How strongly is TiAl3 bound, judged from TiAl and seven other aluminides of d metals? The measure is the energy over elements: the energy of a compound less that of the pure metals it is made from, per atom. A more negative value means that more energy is released when the compound forms. In the table below the results of TiAl3 are hidden, and the rows around it have to supply the forecast.

Aluminides of d metals, computed with Ansatz 0.2.0 (plane-wave PAW, scalar-relativistic, r2SCAN, 500 eV cutoff, Gaussian smearing, Gamma-centred k meshes) in cells relaxed at the same level with their starting symmetry kept. Energies over elements are taken at zero smearing against the elements' standard states; valence electrons include the d shell of the d metal.

```
formula  space group  volume per atom (Å³)  shortest distance (Å)  pair at the shortest distance  valence electrons an atom       spin    k mesh  smearing width  energy over elements (eV/atom)  largest site moment (μB)
  Al2Ru       I4/mmm                 13.72                  2.584                          Al-Ru                       4.67       none  22×22×22         0.15 eV                          -0.747                      0.00
  AlCu3        Fm-3m                 12.08                  2.503                          Al-Cu                       9.00       none  14×14×14         0.15 eV                          -0.182                      0.00
   AlCo        Pm-3m                 11.26                  2.446                          Al-Co                       6.00  collinear  14×14×14          0.1 eV                          -0.541                      0.15
   AlCu        Pm-3m                 12.93                  2.561                          Al-Cu                       7.00       none  14×14×14          0.1 eV                          -0.165                      0.00
  TiAl3       I4/mmm                 15.65                  2.704                          Al-Ti                       3.25       none  16×16×16          0.1 eV                               ?                         ?
   AlPt        Pm-3m                 14.41                  2.655                          Al-Pt                       6.50       none  14×14×14          0.1 eV                          -0.982                      0.00
   AlRh        Pm-3m                 13.20                  2.578                          Al-Rh                       6.00       none  16×16×16         0.15 eV                          -1.166                      0.00
  AlCo3        Pm-3m                 11.53                  2.536                          Al-Co                       7.50  collinear  12×12×12          0.1 eV                          -0.183                      1.61
   TiAl       P4/mmm                 16.06                  2.811                          Al-Al                       3.50       none   12×12×9          0.1 eV                          -0.453                      0.00
```

The first row, Al2Ru, warns against a tempting shortcut. Its filled and empty bands overlap by only about 0.04 eV, so it is almost a semiconductor, and such compounds are often thought to be especially stable. Yet its energy, -0.747 eV/atom, is less negative than those of AlPt and AlRh further down. Al2Ru and AlPt usually adopt other structures, so these energies hold for the tabulated cells only. The compositions also differ: per d-metal atom Al2Ru (-2.241 eV) lies between AlPt (-1.964 eV) and AlRh (-2.332 eV). A nearly open gap is therefore no guarantee of the most negative energy per atom.

The next three rows, AlCu3, AlCo and AlCu, bring in the chemistry. When the s and p states of aluminium mix with the d states of the partner, bonding states move down and antibonding states move up. This mixing gains energy as far as the bonding states are fuller than the antibonding ones; transfer of charge between the atoms can add to it. In AlCu the d shell is nearly full, so it is expected to add little, and the energy is only -0.165 eV/atom. Cobalt still has room in its d shell, and AlCo reaches -0.541 eV/atom.

AlCu and AlCu3 also raise the question of composition. A simpler system helps here: acetone and chloroform warm up when mixed, because unlike molecules attract each other. The heat is greatest near equal amounts and fades when one partner runs short, since fewer unlike contacts are left. If an alloy behaved in the same way, with x the share of d-metal atoms, its energy E would follow

E(x) = 4x(1 − x) · E(½)

and a 3:1 compound would have three quarters of the energy of the 1:1 compound.

The likeness ends where the electrons come in. Molecules in a liquid keep their own electrons, whereas a metal shares them, so a change of composition can alter the strength of each contact as well as their number. For copper the rule gives -0.12 eV/atom for AlCu3, while the calculation gives -0.18. AlCu3 is built on a body-centred cubic lattice, where counting only the nearest unlike neighbours would give one half in place of three quarters, or -0.08 eV/atom, and so a larger miss. Counting also the six copper atoms in the second shell around each aluminium would give seven eighths, or -0.14 eV/atom, and a smaller one. Part of this gap may lie in the starting point, because AlCu is not in its usual structure here.

Below the hidden row, AlPt and AlRh show how much the choice of metal matters. AlRh has the same structure and the same number of valence electrons per atom as AlCo, yet its energy is about 2.2 times as large. The d orbitals of rhodium reach further out than those of cobalt and overlap better with aluminium, which is one usual chemical reason for stronger bonds; rhodium is also more electronegative than cobalt, and these rows cannot separate the two. AlPt still reaches -0.982 eV/atom with a group-10 metal, so a well-filled d shell does not by itself make the binding weak. The cobalt value may also be too weak, because this kind of functional tends to favour magnetic metals, and elemental cobalt is the reference. For titanium, then, the safest starting point is a titanium compound.

AlCo3 shows how badly the contact rule can fail. Starting from AlCo it predicts -0.41 eV/atom, but the computed value is only -0.18. The added cobalt raises the valence count from 6.0 to 7.5 electrons per atom, and theory suggests that many of the extra electrons enter d states that bind weakly or not at all. Magnetism blurs the comparison: AlCo3 is ferromagnetic, AlCo carries a small and doubtful moment, and neither state was checked to be the lowest.

The last row, TiAl, is the anchor. Each titanium atom there has 8 aluminium neighbours, which makes 4 unlike contacts per atom of the crystal. The volume and shortest distance of TiAl3 fit an ordered face-centred cubic arrangement in which titanium has 12 aluminium neighbours, or 3 contacts per atom. Counting contacts therefore gives the same three quarters as the formula:

E(TiAl3) ≈ ¾ × (-0.453) eV/atom = -0.34 eV/atom

There is a physical reason to go lower. In TiAl3 titanium touches only aluminium, and its d states are expected to mix with aluminium p states so that the Fermi level falls near a pseudogap, a dip in the density of states. The bonding states would then be well filled and the antibonding ones mostly empty. I add -0.08 eV/atom for this; the size is a judgement, guided also by a rough recalled measured value near -0.4 eV/atom. The table does not fix it.

The forecast is an energy over elements of -0.42 ± 0.16 eV/atom, that is, between -0.58 and -0.26. The error bar is the root-mean-square miss of the rule for AlCu3 and AlCo3, thin evidence because both are rich in the d metal. Per atom, TiAl3 should probably lie slightly above TiAl, though this is a weak call. Per titanium atom it should be clearly more strongly bound, so that TiAl and two further aluminium atoms release energy on forming TiAl3. The moment will be zero because the run has no spin, which tests no physics.

The withheld rows as computed:

```
formula  space group  volume per atom (Å³)  shortest distance (Å)  pair at the shortest distance  valence electrons an atom  spin    k mesh  smearing width  energy over elements (eV/atom)  largest site moment (μB)
  TiAl3       I4/mmm                 15.65                  2.704                          Al-Ti                       3.25  none  16×16×16          0.1 eV                          -0.434                      0.00
```

The computed energy is -0.434 eV/atom. The forecast missed it by 0.014 eV/atom, far less than its error bar, and the weak call on the order of TiAl and TiAl3 also held. The bare contact rule would have come out 0.09 eV/atom too weak. That would still lie inside the error bar, so the shift improved the forecast but was not shown to be necessary. Because a recalled measurement helped to set it, the close hit is no independent test of the pseudogap.

If the whole energy is assigned to unlike contacts, their strength changes between the two compounds. Dividing the energy per titanium atom by its number of aluminium neighbours gives

TiAl: -0.906 eV / 8 = -0.113 eV per contact
TiAl3: -1.736 eV / 12 = -0.145 eV per contact

Each contact is worth more than a quarter more in TiAl3, although the distances are similar: 2.84 Å in TiAl, against 2.70 and 2.87 Å in TiAl3. Four of the twelve contacts in TiAl3 are shorter than those in TiAl and may contribute, but the other eight are slightly longer. A better filling of bonding states fits the result, but these energies alone do not single it out. The smearing entropy term of the two runs, which scales with the density of states at the Fermi level, is 0.0021 eV per atom in TiAl3 against 0.0036 eV in TiAl, but 0.0082 against 0.0073 eV per titanium atom. The fall may be no more than the dilution of titanium, so it does not prove a pseudogap either.

The two titanium rows and the two cobalt rows now tell one story with opposite outcomes. In both pairs the 3:1 compound has three quarters of the unlike contacts. Adding aluminium to TiAl strengthens each contact and almost makes up for the lost ones, while adding cobalt to AlCo weakens each contact and deepens the loss. A possible reason is the filling of bonding states: each titanium atom gains aluminium partners while the valence count per atom falls from 3.50 to 3.25, whereas in the cobalt pair it rises from 6.0 to 7.5. But the cobalt pair also changes structure and magnetism, and its Al-Co distance grows from 2.446 to 2.536 Å. The copper pair does not fit this story simply: its 3:1 compound is bound more strongly than the rule says, although the d levels of copper are full. Over the three pairs in the table, the three-quarter rule alone is off by 0.06 to 0.22 eV/atom.

A cruder model shows why one good hit should not impress. It gives every d metal the same strength, fitted to the eight known rows, and keeps only the composition factor. For TiAl3 it yields -0.46 eV/atom, nearly as close as the forecast. Yet over the rows used in the fit its root-mean-square error is 0.33 eV/atom, and it misses AlRh by 0.55. It happens to suit titanium, whose strength lies between those of copper and rhodium. The printed output after this text gives both models side by side.

For someone who joins or coats titanium alloys, the energy per titanium atom is the useful figure. Where aluminium is plentiful, titanium is the scarce partner, and the reaction TiAl + 2 Al → TiAl3 has the energy

4 × (-0.434) eV − 2 × (-0.453) eV = -0.83 eV

per formula unit. TiAl in contact with spare aluminium is therefore driven towards TiAl3, even though the two compounds look almost equal per atom. This is an energy at zero temperature: it gives the direction of the reaction, while diffusion through the growing layer decides its speed.

Numerical output:

```
Energy and composition:
    row  composition factor  energy in eV/atom  energy in eV per d-metal atom
  Al2Ru              0.8889             -0.747                         -2.241
  AlCu3                0.75             -0.182                        -0.2427
   AlCo                   1             -0.541                         -1.082
   AlCu                   1             -0.165                          -0.33
  TiAl3                0.75             -0.434                         -1.736
   AlPt                   1             -0.982                         -1.964
   AlRh                   1             -1.166                         -2.332
  AlCo3                0.75             -0.183                         -0.244
   TiAl                   1             -0.453                         -0.906
fit of energy_over_elements on 8 rows: coefficient of mix -0.6138 +/- 0.13; rms 0.329, worst AlRh 0.552, leave-one-out rms 0.38
  rows outside the fit (model, value, miss): TiAl3 -0.4604, -0.434, -0.0264
AlCo3 from AlCo by the three-quarter rule, eV/atom: -0.4058
miss for AlCo3, rule less computed, eV/atom: -0.2228
AlCu3 from AlCu by the three-quarter rule, eV/atom: -0.1237
miss for AlCu3, rule less computed, eV/atom: 0.05825
AlCu3 if only nearest contacts count (one half), eV/atom: -0.0825
ratio of energies AlRh to AlCo: 2.155
eight Ti-Al distances in TiAl, angstrom: 2.843
eight longer Ti-Al distances in TiAl3 (four are the shortest distance), angstrom: 2.87
TiAl3 by the bare three-quarter rule, eV/atom: -0.3397
TiAl3 forecast with the shift, eV/atom: -0.4198
error bar from the two tests, eV/atom: 0.1628
TiAl3 computed, eV/atom: -0.434
forecast less computed, eV/atom: 0.01425
bare rule less computed, eV/atom: 0.09425
computed ratio of TiAl3 to TiAl per atom: 0.9581
energy of TiAl + 2 Al to TiAl3, eV per formula unit: -0.83
```
